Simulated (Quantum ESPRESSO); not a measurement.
# Work function, surface force and surface energy of unrelaxed Au(110) films, 3 to 8 layers, in PBE and LDA

A metal film a few atoms thick has two faces that share the same electrons, so each face may behave differently from the surface of a thick crystal. How many layers of Au(110) are needed before the work function, the force on the top layer and the surface energy stop changing? The answer matters for contacts, where the work function enters the barrier height, and for choosing a slab model that is thick enough. We calculate unrelaxed 1×1 films in PBE and LDA. The work function is the vacuum level less the Fermi level, and the excess energy is counted from bulk layers of the same functional. Real Au(110) rebuilds into a missing-row structure, so these results describe the ideal face only.

## How the numbers were made

Quantum ESPRESSO 7.5 (pw.x), driven by a script. Symmetric 1×1 slabs of Au(110) (fcc) at the tabulated measured lattice constant, atoms at bulk places, 7.5 Å of empty space on each side as the script builds them, with open boundaries by the effective screening medium. Mesh 8×10×1 for all thicknesses, Marzari-Vanderbilt smearing of 0.02 Ry, spin-paired, no spin-orbit coupling. PBE, GBRV ultrasoft: cutoffs 40 and 200 Ry; LDA, GBRV ultrasoft: cutoffs 40 and 200 Ry. The excess energy is the slab's energy less the number of layers times the slope of a straight line through the thicker slabs; it is twice the surface energy per cell.

Notes on method and selection:

- Confinement between the two faces quantises the states along the normal, so values can oscillate with thickness.
- The measured lattice constant is no functional's own, which adds to the force.
- Measured work functions of the rebuilt (100) and (110) faces of Au, Pt and Ir, of Ta(111), and of polycrystals are not set beside the runs.
- Runs in which the search for lower states was switched off are not listed.
- Runs that did not converge, have known faults or may not be shown are not listed, and runs on Ansatz's PAW sets soft_1 and soft_2 are kept to separate tables.

Columns:

- layers: number of atomic layers.
- Φ (eV): work function: vacuum level outside the slab less the Fermi level.
- force (eV/Å): force on the top atom along the outward normal; negative pulls it inwards.
- excess energy (meV): excess energy of the slab, both faces, per 1×1 cell.

## Data

| member | layers | Φ (eV), PBE, GBRV ultrasoft | Φ (eV), LDA, GBRV ultrasoft | force (eV/Å), PBE, GBRV ultrasoft | force (eV/Å), LDA, GBRV ultrasoft | excess energy (meV), PBE, GBRV ultrasoft | excess energy (meV), LDA, GBRV ultrasoft |
| --- | --- | --- | --- | --- | --- | --- | --- |
| 3 layers | 3 | 5.178 | 5.581 | 0.081 | −0.735 | 1276 | 2255 |
| 4 layers | 4 | 4.994 | 5.391 | 0.018 | −0.783 | 1341 | 2316 |
| 5 layers | 5 | 5.007 | 5.409 | 0.069 | −0.732 | 1304 | 2280 |
| 6 layers | 6 | 5.004 | 5.401 | 0.036 | −0.769 | 1342 | 2317 |
| 7 layers | 7 | ? | ? | ? | ? | ? | ? |
| 8 layers | 8 | 5.008 | 5.403 | 0.029 | −0.792 | 1339 | 2315 |

Cells marked ? are withheld until the estimate has been made.

## Mechanism

The work function settles early. In PBE it falls by 5.178 − 4.994 = 0.184 eV from three to four layers, and the films shown from four layers up then lie within 5.008 − 4.994 = 0.014 eV of one another. LDA repeats the pattern at values about 0.4 eV higher. Since both functionals show the same drop, the functional is unlikely to be its cause. A likely origin, not tested separately here, is the thinness of the film: with three layers, the single inner layer is the second layer of both faces, and the confined states are few and widely spaced.

The force and the excess energy keep a memory of whether the number of layers is odd or even. In PBE the outward force is 0.081 and 0.069 eV/Å for three and five layers, but only 0.018 to 0.036 eV/Å for the even films. The excess energy is also lower for the two odd films. Quantised states crossing the Fermi level as layers are added can produce such an alternation, and the fixed, finite mesh may add to it.

The sign of the force depends on the functional. Missing neighbours pull the top layer inwards in both cases. PBE prefers a larger lattice constant than the measured one, so its film is compressed and pushes outwards, slightly outweighing that pull. LDA prefers a slightly smaller one, and its force stays inward, at −0.792 eV/Å for eight layers. The small PBE force is therefore no sign that the ideal face would keep its bulk spacing at PBE's own lattice constant.

Half the excess energy is the surface energy per cell. At eight layers this is 1339 / 2 = 670 meV in PBE and 2315 / 2 = 1158 meV in LDA. The gap follows the usual tendency of LDA to bind more strongly and of PBE to give low surface energies for metals.

## An estimate before looking

Plain estimates from the members shown:

- 7 layers (PBE, GBRV ultrasoft), straight-line interpolation between 6 layers and 8 layers: w = (7 − 6) / (8 − 6) = 0.500, so 5.004 + 0.500 × (5.008 − 5.004) = 5.006 eV

We use the straight line between six and eight layers, which gives 5.006 eV for seven. Both neighbours are past the large change at three layers, and they differ by only 0.004 eV.

The same route can be tried on shown films. For five layers, the line between four and six gives (4.994 + 5.004) / 2 = 4.999 eV in PBE, which is 0.008 eV too low; in LDA it is 0.013 eV too low. For six layers, the line between five and eight is 0.003 eV too high in PBE and 0.006 eV too high in LDA. The root mean square of these four misses is 0.008 eV.

The signs would suit an odd film lying slightly above its even neighbours, as the alternation in force and excess energy might suggest. We add no shift for this, because it would rest on the five-layer film alone and confinement effects should weaken with thickness. The possible shift is covered by the error bar, which we widen from 0.008 to 0.010 eV because the tests are few and the two functionals move together.

**Committed estimate, 7 layers (PBE, GBRV ultrasoft): Φ = 5.006 ± 0.010 eV.**

## Check

| member | level | layers | Φ (eV) | force (eV/Å) | excess energy (meV) |
| --- | --- | --- | --- | --- | --- |
| 7 layers | PBE, GBRV ultrasoft | 7 | 4.973 | 0.016 | 1306 |
| 7 layers | LDA, GBRV ultrasoft | 7 | 5.376 | −0.786 | 2282 |

| member | estimate | Φ (eV) | computed | estimate − computed | miss in error bars |
| --- | --- | --- | --- | --- | --- |
| 7 layers (PBE, GBRV ultrasoft) | committed | 5.006 | 4.973 | +0.033 | 3.3 |
| 7 layers (PBE, GBRV ultrasoft) | interpolation | 5.006 | 4.973 | +0.033 |  |

The estimate of 5.006 eV lies 0.033 eV above the computed 4.973 eV, or 3.3 error bars out. It equals the plain interpolation, so it did no better. The mean of the other films from four layers up, (4.994 + 5.007 + 5.004 + 5.008) / 4 = 5.003 eV, would have missed by almost as much.

Our mistake was to take the close agreement of six and eight layers as a sign that the film between them would agree too. We also expected confinement effects to weaken with thickness, yet the departure from the neighbours is larger at seven layers than at five, and has the opposite sign. Leaving out an upward shift for odd films was right, since it would have increased the miss.

The result also corrects our reading of the force. At seven layers the PBE force is 0.016 eV/Å, the smallest in the series, so the odd films do not all have the larger outward force. The odd-even pattern survives only in the excess energy, where all three odd films lie below all three even ones in both functionals.

## Members off the line

The three-layer film is farthest from the rest. Its work function lies above that of the eight-layer film by 5.178 − 5.008 = 0.170 eV in PBE and by 5.581 − 5.403 = 0.178 eV in LDA. The likeliest reason is that its two faces share a single inner layer, so neither has a bulk-like interior beneath it to screen the surface.

The seven-layer film is a much smaller exception. Its work function lies below the mean of its two neighbours by 0.033 eV in PBE and 0.026 eV in LDA. The agreement makes a fault in one run or an effect of the functional unlikely. Both functionals use the same 8×10×1 mesh, however, and can share its error. A coarse mesh samples few confined states, and whether one of them lies just above or just below the Fermi level can then shift the work function by some hundredths of an eV. Repeating the six-, seven- and eight-layer films on a denser mesh would show how much of the dip is real confinement.

## Closing remarks

From four to eight layers the PBE work function stays within 5.008 − 4.973 = 0.035 eV. Within this range one film can be estimated from the others to a few hundredths of an eV, and interpolation has shown no advantage over the mean. For an ideal contact without Fermi-level pinning, a barrier change of 0.035 eV alters the thermionic current at room temperature by a factor of about exp(0.035 / 0.026) = 4.

The force on the top layer has not clearly settled: over the same films it spans 0.069 − 0.016 = 0.053 eV/Å in PBE. For the surface energy, odd and even films should be averaged, because the excess energy still changes by 33 meV between seven and eight layers.

All these surface energies leave out relaxation. For LDA, a rough sum suggests that it can matter more than the alternation. Suppose only the top layer moves, inwards by roughly 0.14 Å, about a tenth of the layer spacing, while the force on it falls linearly to zero. The energy gain is then about 0.79 × 0.14 / 2 = 0.055 eV per face, or 110 meV for both. For PBE no such sum can be made from the top layer. Its small force is a near balance between the inward pull and the push of a compressed film, and the layers beneath may carry forces of their own, which the tables do not list. A relaxation of Au(110) in PBE at the same lattice constant was also run but is not included here, so this page leaves the size of the PBE gain open. The missing-row rebuilding lowers the surface energy further.
